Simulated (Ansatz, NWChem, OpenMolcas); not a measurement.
## A small benchmark: dipole moment

6 molecules; the dipole moment in D, computed less measured. Shapes, held fixed at every level: PBE0-D4/def2-TZVP. No vibrational averaging. Dipoles are compared by magnitude; molecules under 1 D, whose direction can flip, are left out. Programs: Ansatz 0.2.0, NWChem 7.3.0, OpenMolcas 26.06. A level may come from different programs for different species; with the same settings they agree closely. Measured values: NIST CCCBDB.

Levels: A = B3LYP/cc-pVDZ; B = BHLYP/cc-pVDZ; C = PBE0/def2-SVP.

| molecule | measured | A | B | C |
| --- | --- | --- | --- | --- |
| AsF3 (arsenic trifluoride) | 2.59 | -0.11 | +0.17 | -0.13 |
| SCl2O2 (sulfuryl chloride) | 1.81 | -0.36 | -0.08 | -0.18 |
| C2F3N (cyanotrifluoromethane) | 1.33 | -0.01 | -0.10 | -0.05 |
| C2H3F3 (1,1,1-trifluoroethane) | 2.32 | -0.22 | -0.01 | -0.11 |
| C2H6O (dimethyl ether) | 1.30 | -0.17 | -0.03 | 0.00 |
| C2H7N (dimethylamine) | 1.03 | -0.20 | -0.13 | -0.07 |

Q: Which level does best on this set, which worst, and which err to one side?

A: 
```json
{"level": "B3LYP/cc-pVDZ", "kind": "global hybrid", "mean error": "-0.178", "mean absolute error": "0.178", "worst case": "SCl2O2"}
{"level": "BHLYP/cc-pVDZ", "kind": "global hybrid", "mean error": "-0.030", "mean absolute error": "0.087", "worst case": "AsF3"}
{"level": "PBE0/def2-SVP", "kind": "global hybrid", "mean error": "-0.090", "mean absolute error": "0.090", "worst case": "SCl2O2"}
```

On this set BHLYP/cc-pVDZ has the smallest mean absolute error and B3LYP/cc-pVDZ the largest. B3LYP/cc-pVDZ is too low in 6 of 6; BHLYP/cc-pVDZ is too low in 5 of 6; PBE0/def2-SVP is too low in 5 of 6. The levels differ in basis as well as in method. The tabulated value of C2F3N is in doubt (older tables, estimates, or at odds with other calculations) and kept here. Over the 5 molecules whose values aren't doubted the mean absolute errors are A 0.212; B 0.084; C 0.098. The smallest two are near a tie. Relativity is left out for As. The set is small.

With the basis held at cc-pVDZ, going from B3LYP to BHLYP raises the dipole in every molecule but cyanotrifluoromethane, most of all in AsF3 and sulfuryl chloride. The probable reason is BHLYP's larger share of exact exchange, which curbs delocalisation and leaves more charge on the electronegative atoms. The exception fits simple bond-moment reasoning: the CF3 and CN groups pull charge in opposite directions, so the net dipole is a difference, and more polar C–F bonds can lower it. This shift between levels doesn't depend on the measured value.

BHLYP's small mean error owes much to AsF3, where its overshoot of +0.17 offsets deficits elsewhere, so it isn't evidence of a uniformly better density. Compact double-zeta sets describe the outer density poorly, and sulfur in a high oxidation state also needs tight d functions to describe its polar bonds to oxygen. Some of the agreement may therefore be compensation between functional and basis, and the ranking can't be assumed to survive in a larger, diffuse-augmented basis.
